**Does a small active space pay at a stretched Al–H–Cl bridge?**

A hydrogen atom sits between AlH₂ and Cl, with both of its bonds to them stretched. The geometry is one point on a rigid path for hydrogen transfer. Sizeable forces remain on the atoms, so it isn't a located transition state. Stretched bonds are a reason to consider a multireference method in place of coupled cluster. How much would that gain here, if only three electrons in three orbitals receive the multireference treatment?

Ansatz 0.2.0: total-energy errors against UCCSDT(Q) for neutral doublet AlClH₃, non-relativistic, in the cc-pVDZ basis with noble-gas cores left uncorrelated. The geometry is a fixed point on a hydrogen-transfer path, with rigid fragments from PBE0/def2-TZVP. "Pair" marks an active space of three electrons in three orbitals.

| level | this level less the reference (UCCSDT(Q), same basis) (meV) |
| --- | --- |
| RHF | 6975.6 |
| UHF | 6820.9 |
| RMP2 | 1083.6 |
| UMP2 | 1134.1 |
| CISD | 708.0 |
| RCCSD | 155.2 |
| UCCSD | 150.1 |
| RCCSD(T) | 31.7 |
| UCCSD(T) | 32.3 |
| BCCD(T) | 31.7 |
| RCCSDT | 10.6 |
| UCCSDT | 10.1 |
| RCCSDT(Q) | 0.3 |
| CASSCF pair | ? |
| NEVPT2 pair | ? |
| MRCISD pair | ? |
| MRCISD+Q pair | ? |

Each entry is a total-energy error relative to unrestricted coupled cluster with full triples and perturbative quadruples, UCCSDT(Q), in the same small basis, so the error of the basis itself isn't counted. R and U mark restricted and unrestricted orbitals. Restricted Hartree–Fock (RHF) misses about 7 eV, which is by definition the correlation energy, here that of the valence electrons in this basis. Second-order perturbation theory (RMP2) leaves 16% of that error, while coupled cluster with singles, doubles and perturbative triples, RCCSD(T), leaves only 32 meV.

Letting the two spins have different orbitals lowers Hartree–Fock by 155 meV, yet UMP2 is 50 meV worse than RMP2. RMP2 gets 76 meV back through single excitations, and its pair terms are 129 meV larger. Slight spin contamination in UHF may be why the pair terms of UMP2 are smaller, but that is untested here. A lower starting energy is therefore no guarantee of a better correlated one.

**What the active space can reach**

Thirteen valence electrons are present, and ten of them stay outside the active space. CASSCF treats the three active electrons fully and optimises the orbitals. It captures how a stretched bond's electrons avoid sharing one atom, but none of the avoidance among the other ten. I assume a gain of 550 meV over RHF, a rough size for one somewhat stretched bond.

NEVPT2 adds second-order perturbation theory to CASSCF. The forecast assumes that it leaves the same share of the CASSCF error as RMP2 leaves of the RHF error.

CISD allows single and double excitations from one determinant, so two separate electron pairs can't be excited at once. Coupled cluster includes such events as products of doubles, which is the main reason why RCCSD removes 553 meV of the CISD error. MRCISD starts from several determinants, so it regains only those products in which one of the two excitations stays within the active space. I assume that this cuts the 553 meV by a quarter and leaves the RCCSD error of 155 meV untouched: 155 + 0.75 × 553 = 570 meV.

The +Q correction estimates the absent products from the weight of the starting determinants. If it restores them all, about the RCCSD error should remain.

The forecasts, with bars set by judgement, are:

- CASSCF: 6426 ± 300 meV, below UHF but above 6 eV
- NEVPT2: 998 ± 250 meV, somewhat better than RMP2
- MRCISD: 570 ± 140 meV, better than CISD
- MRCISD+Q: 155 ± 100 meV

The errors should fall in this order, and all four should stay farther from the reference than RCCSD(T).

The withheld rows as computed:

| level | this level less the reference (UCCSDT(Q), same basis) (meV) |
| --- | --- |
| CASSCF pair | 6472.6 |
| NEVPT2 pair | 1080.4 |
| MRCISD pair | 619.1 |
| MRCISD+Q pair | 44.9 |

**Hits and misses**

The order is right, and three of the four values fall within their bars. CASSCF gains 503 meV over RHF, close to the assumed size for one bond. CASSCF can settle on a higher solution, so this is the least that the space can give. More than 6 eV of error remains, as expected when most electrons are left out.

NEVPT2 falls within its bar, but the reasoning behind it fails. It beats RMP2 by only 3 meV, less than the differences of up to 20 meV that the treatment of the cores can cause. Nearly all that CASSCF gained is offset by a smaller perturbative correction. Simply carrying over the RMP2 error would have been the better forecast; NEVPT2's different zero-order energies may be why, but that is a guess.

MRCISD improves on CISD by 89 meV, less than the assumed quarter of 553 meV. This fits the picture that most of the absent products involve electrons outside the active space.

MRCISD+Q is the clear miss: its error is 45 meV, just below the forecast range. The correction lowers the energy by 574 meV, more than RCCSD removes from CISD. Two causes are possible: MRCISD already contains some triple excitations that RCCSD treats poorly, and +Q is an estimate that can overshoot. The table can't separate them. RCCSD(T) stays closer by 45 − 32 = 13 meV, again too little for a firm ranking.

The printed output below tests these forecasts, which rest on the known rows and two assumed inputs, with nothing fitted. Its three lines naming RCCSD(T) actually use UCCSD(T), a shift of 0.6 meV.

**What to do about it**

One determinant still dominates at this geometry: the largest double-excitation amplitude in the RCCSD(T) run is only 0.036. That is why single-reference coupled cluster copes well despite the stretched bonds. If the hydrogen were pulled far from both partners, several determinants would matter about equally. CASSCF would then gain much more, and the single-reference methods would become less reliable. Aluminium, hydrogen and chlorine meet in deposition and etching for electronic devices, but rates there depend on energy differences, in which part of these errors cancels.

For the total energy at this geometry, a small active space with second-order perturbation theory brings no clear improvement on RMP2; whether it helps for a barrier is not tested here. For a structure like this one, use RCCSD(T) first, in a larger basis than this one, and if MRCISD is needed as a cross-check, compare it only with its +Q correction included.

Output of the analysis:

```
RHF less UHF, meV: 154.7
UMP2 less RMP2, meV: 50.5
share of the RHF error left by RMP2, percent: 15.53
share of the RHF error left by CISD, percent: 10.15
CISD less RCCSD, meV: 552.8
RCCSD less RCCSD(T), meV: 122.9
RCCSD(T) less RCCSDT, meV: 21.7
RCCSDT less RCCSDT(Q), meV: 10.3
CASSCF forecast, bar 300 either way, meV: 6426
CASSCF computed, meV: 6473
CASSCF miss, computed less forecast, meV: 47
NEVPT2 forecast, bar 250 either way, meV: 998.2
NEVPT2 computed, meV: 1080
NEVPT2 miss, computed less forecast, meV: 82.24
MRCISD forecast, bar 140 either way, meV: 569.8
MRCISD computed, meV: 619.1
MRCISD miss, computed less forecast, meV: 49.3
MRCISD+Q forecast, bar 100 either way, meV: 155.2
MRCISD+Q computed, meV: 44.9
MRCISD+Q miss, computed less forecast (also less RCCSD), meV: -110.3
gain of CASSCF over RHF, meV: 503
gain of CASSCF over UHF, meV: 348.3
gain of NEVPT2 over RMP2, meV: 3.2
share of the CASSCF error left by NEVPT2, percent: 16.69
gain of MRCISD over CISD, meV: 88.9
lowering by the +Q correction, meV: 574.2
MRCISD+Q less RCCSD(T), meV: 12.6
```
